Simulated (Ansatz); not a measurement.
A small benchmark: atomisation enthalpy at 298 K

6 molecules with oxygen; the atomisation enthalpy at 298 K in kJ/mol, computed less measured. Shapes, held fixed at every level: PBE0-D4/def2-TZVP. Flexible molecules stand in one conformer, not always the lowest. Thermal terms are harmonic and unscaled (PBE0-D4/def2-TZVP); the spin-orbit lowering of the free atoms is taken from their spectra. Programs: Ansatz 0.2.0. Measured values: Active Thermochemical Tables, CRC Handbook of Chemistry and Physics, NIST-JANAF tables.

Levels: A = B2PLYP/def2-TZVPP; B = CCSD(T)/def2-SVP; C = CCSD(T)/def2-TZVPP.

```csv
molecule,from tabulated heats,A,B,C
B(OH)F2 (difluorohydroxyborane),2280,-8,-98,-53
SClO2F (sulfuryl chloride fluoride),1533,-55,-406,-113
H3NO (hydroxylamine),1419,-20,-142,-58
CH4O (SMILES CO),2039,-24,-117,-52
C3H2O3 (vinylene carbonate),3753,-62,-222,-154
"C3H4F4O (2,2,3,3-tetrafluoro-1-propanol)",4651,-55,-228,-127
```

**Question.** Which level does best on this set, which worst, and which err to one side?

**Answer.** 
| level | kind | mean error | mean absolute error | worst case |
| --- | --- | --- | --- | --- |
| B2PLYP/def2-TZVPP | double hybrid | -37.3 | 37.3 | C3H2O3 |
| CCSD(T)/def2-SVP | coupled cluster or CI | -202.2 | 202.2 | SClO2F |
| CCSD(T)/def2-TZVPP | coupled cluster or CI | -92.8 | 92.8 | C3H2O3 |

On this set B2PLYP/def2-TZVPP has the smallest mean absolute error and CCSD(T)/def2-SVP the largest. B2PLYP/def2-TZVPP is too low in 6 of 6; CCSD(T)/def2-SVP is too low in 6 of 6; CCSD(T)/def2-TZVPP is too low in 6 of 6. The heats of C3H4F4O come from older tables and can be uncertain by 10 kJ/mol or more. The tabulated values of B(OH)F2, SClO2F are in doubt (older tables, estimates, or at odds with other calculations) and kept here. Over the 4 molecules whose values aren't doubted the mean absolute errors are A 40.2; B 177.2; C 97.8. Correlated wave functions converge slowly with the basis. The set is small.

The ranking reflects basis-set incompleteness more than the intrinsic quality of the methods. Forming bonds creates closely correlated electron pairs that the free atoms lack, and a small basis describes their short-range correlation poorly, so coupled cluster underbinds. Enlarging the basis reduces the error for every molecule. The change is largest for SClO2F, and since the measured value cancels in that difference, doubts about it don't matter here. Sulfur in a high oxidation state needs flexible polarisation functions to describe its short, polar bonds to oxygen; this doesn't imply d-orbital valence.

B2PLYP takes only part of its correlation from perturbation theory, and the density-functional remainder converges faster with the basis. Its lead therefore doesn't show that it is the better theory, and near the basis-set limit coupled cluster would probably overtake it. Methanol and hydroxylamine have smaller errors than the two three-carbon molecules at every level, as expected when deficits accumulate over more electron pairs. Mean errors therefore depend partly on the molecular sizes chosen.
